Squeeze a crystal in even steps and each step should cost more pressure than the one before, because atoms pushed closer together resist more strongly. Tin monoxide in this calculation, a hybrid density functional without spin-orbit coupling, seems to break that rule.

Ansatz 0.2.0, HSE06 with PAW potentials and plane waves for SnO (P4/nmm), without spin polarisation or spin-orbit coupling; cutoff 420 eV, 4×4×4 k mesh, Fermi–Dirac smearing of 0.02 eV. All cells keep the c/a found with r2SCAN-rVV10, which also relaxed the atoms at each volume. Pressure and stress are positive in compression.

```
volume (Å³/atom)     c/a  shortest distance (Å)  pressure (GPa)  stress xx (GPa)  stress zz (GPa)
          14.458  1.2546                  2.154          13.600           16.700            7.500
          15.139  1.2547                  2.172           8.800           10.900            4.700
          15.617  1.2546                  2.184           5.900            7.400            3.100
          16.105  1.2547                  2.194           4.300            5.100            2.800
          16.603  1.2546                  2.205           2.200            2.400            1.800
          17.111  1.2546                  2.216           0.800            0.700            1.000
```

Volume is counted per atom, c/a is the ratio of the cell edges, and pressure is the mean of the three stresses, positive in compression. From 17.111 to 16.603 Å³/atom the pressure rises by 1.4 GPa, in the next interval by 2.1 GPa, and then by only 1.6 GPa, although these intervals are nearly equal in width. The apparent stiffness, −V dP/dV, therefore drops from 69 to 52 GPa while the crystal is being compressed. Taken at face value, SnO would soften at about 16 Å³/atom.

The levels of the same runs show what else changes on the way. At 17.111 SnO has, on the mesh used, a gap of 0.24 eV between the highest filled level, at the centre Γ of the Brillouin zone, and the lowest empty one, at its edge point M. At 16.603 the two have crossed and overlap by 0.17 eV, and the overlap grows with each further compression. The orbitals were not analysed here, but in this layered lone-pair oxide the top filled states are expected to mix Sn 5s with O 2p, and the lowest empty ones to be mainly Sn 5p. Closer contact should broaden both sets of bands until they meet.

Once the bands overlap, electrons move from Γ to M. In a real crystal this begins gently, since just after the crossing only tiny regions around the two band edges are involved, and these grow from nothing. A 4×4×4 mesh cannot follow that. Each of the points Γ and M stands for 1/64 of the zone, so the first transfer moves two electrons times 1/64, or 0.03125 electrons per cell, in one lump.

The effect on the pressure follows from a short argument. Let E₀ be the energy of the cell without the transfer, n the number of electrons moved, and D the level at M minus the level they left. To first order,

E = E₀ + n D

P = −dE/dV = P₀ − n dD/dV

Compression lowers D, so dD/dV is positive and the moved electrons reduce the pressure. In words, they sit in states that become relatively cheaper as the cell shrinks, and this pays for part of the work of compression.

For the first lump, D can be followed between 16.603 and 16.105, two rows with the same filling. It falls from −0.171 to −0.509 eV, a change of 0.34 eV, while the four-atom cell shrinks by 4 × 0.498 = 1.99 Å³. That makes dD/dV = 0.17 eV/Å³. Multiplied by 0.03125 electrons, and with 1 eV/Å³ equal to 160 GPa, the loss is about 0.85 GPa. It has to be set against the 1.4 GPa by which the pressure rose between 17.111 and 16.603, where this lump arrived.

A second lump of the same size moves between 16.105 and 15.617, as the filling deduced from the Fermi levels shows. These electrons come from the two equivalent mesh points next to Γ along the c direction, which are left half empty, and the same argument gives a loss of about 1.0 GPa. The lumps thus arrive in the two intervals with the smallest pressure rise per unit of volume. The first would pass unnoticed on its own, since a crystal should be softest at its largest volume. The second makes the visible dip, plainest in the stress along c, which rises by only 0.3 GPa there. The match in place is not complete, however. Between 15.139 and 14.458 the filling changes once more, as a rise in the smearing entropy term from 0.0009 to 0.0014 eV shows, yet the pressure climbs most steeply there. The effect of that change was not estimated, so this last interval is left out of the repair below.

Adding the two losses back removes the dip. The pressure rise per unit of volume in the first four intervals, counted from the largest cell, then runs 4.4, 4.2, 5.3 and 6.1 GPa per Å³/atom. The first two values are still slightly in the wrong order, and the tin atoms offer a likely reason. D was followed along a path on which tin also shifts within the cell, whereas the tabulated pressure is a stress with the atoms held at fixed relative positions. Part of the fall in D therefore does not belong in the estimate. The force on each tin atom drops from 0.17 to 0.08 eV/Å as the first lump arrives and changes far less at the second, so it is mainly the first loss that is put too high. The restored curve describes a crystal without carriers, so it is a diagnosis and not a corrected result. The converged curve should contain some softening, spread smoothly over the volumes where the carriers build up. The printed analysis after this text lists each interval.

The coincidence in place and the match in size make a strong case for the mesh, but only a run with more points would settle it. The hybrid functional is also unchecked for the metallic state, which every row but the largest cell has, so the volume at which the gap closes is uncertain. Pressures obtained from energy differences lie 0.2 to 0.4 GPa above the averaged stresses. The stresses are loosely converged, but there is a second likely source: the atoms were placed with another functional, so forces remain on the tin atoms. As tin shifts relative to the cell from row to row, these forces do work that the stresses leave out, and its size is enough to account for such a difference. Whatever error remains in the stresses may add a little to the unevenness.

The energies carry a warning of their own. Pressures derived from them show no dip: their rise per unit of volume merely levels off, at 4.1 and 4.2 GPa per Å³/atom in the middle of the range, before it climbs again. This is no acquittal of the mesh, because the energy does not jump when two levels cross; only its slope does, and a difference taken over a whole interval blends the slopes before and after. An equation of state fitted to energies would look smooth and still contain the misplaced electrons.

A wide-gap oxide squeezed over a similar range would not show this fault. Its bands stay completely filled or completely empty at every mesh point, so no lump can move and a modest mesh serves well. Metals share the danger, but it is best hidden where a gap closes within the range of volumes studied. A mesh tested only on the uncompressed, gapped crystal can then fail a few per cent further on.

For practical work, plot the pressure rise per unit of volume rather than the pressure itself, which climbs throughout this table and looks harmless. Where the rise dips, compare the number of electrons at each mesh point on both sides. If it has changed, refine the mesh. Doubling it in each direction gives a single mesh point an eighth of its former weight, so a loss of about 1 GPa caused by one point becomes roughly 0.1 GPa. Points equivalent by symmetry can still change together and make a larger lump, so the finer mesh needs the same test.

A finer mesh would not make the pressure column a hydrostatic compression curve. The ratio c/a was held fixed, and at 14.458 Å³/atom the stress is 16.7 GPa within the layers but only 7.5 GPa across them. Under a real, uniform pressure this layered crystal would shorten more along c, its softer direction. For a reliable bulk modulus, the cell shape and the atomic positions have to be relaxed at each volume as well, preferably with a functional that includes the dispersion attraction between the layers, which this one lacks.

Output of the analysis:

```
State of each row:
     row  gap M minus Gamma (eV)  electrons at M per cell
  14.458                  -1.898                   0.0625
  15.139                  -1.319                   0.0625
  15.617                  -0.951                   0.0625
  16.105                  -0.509                  0.03125
  16.603                  -0.171                  0.03125
  17.111                    0.24                        0
Pressure rise per volume from this row to the next smaller volume (GPa per Å³/atom):
     row  mean pressure     xx      zz  mean with lumps added back
  15.139          7.048  8.517   4.112                       7.048
  15.617          6.067  7.322   3.347                       6.067
  16.105          3.279  4.713  0.6148                       5.334
  16.603          4.217  5.422   2.008                       4.217
  17.111          2.756  3.346   1.575                       4.428
Mean pressure of the same interval (GPa):
     row  from energy difference  from end stresses  difference  rise per volume from energies
  15.139                   11.44               11.2      0.2399                            n/a
  15.617                   7.558               7.35      0.2084                          6.698
  16.105                   5.524                5.1      0.4239                          4.212
  16.603                   3.499               3.25      0.2487                          4.108
  17.111                   1.908                1.5      0.4081                          3.162
Electrons moved per lump, per cell: 0.03125
Pressure lowered by the first lump, estimate (GPa): 0.8495
Pressure lowered by the second lump, estimate (GPa): 1.003
Volume where the gap closes, interpolated (Å³/atom): 16.81
Volume where the second lump moves, extrapolated (Å³/atom): 15.85
Apparent stiffness -V dP/dV, 17.111 to 16.603 (GPa): 46.46
Apparent stiffness -V dP/dV, 16.603 to 16.105 (GPa): 68.96
Apparent stiffness -V dP/dV, 16.105 to 15.617 (GPa): 52
Stress xx minus zz at the smallest volume (GPa): 9.2
```
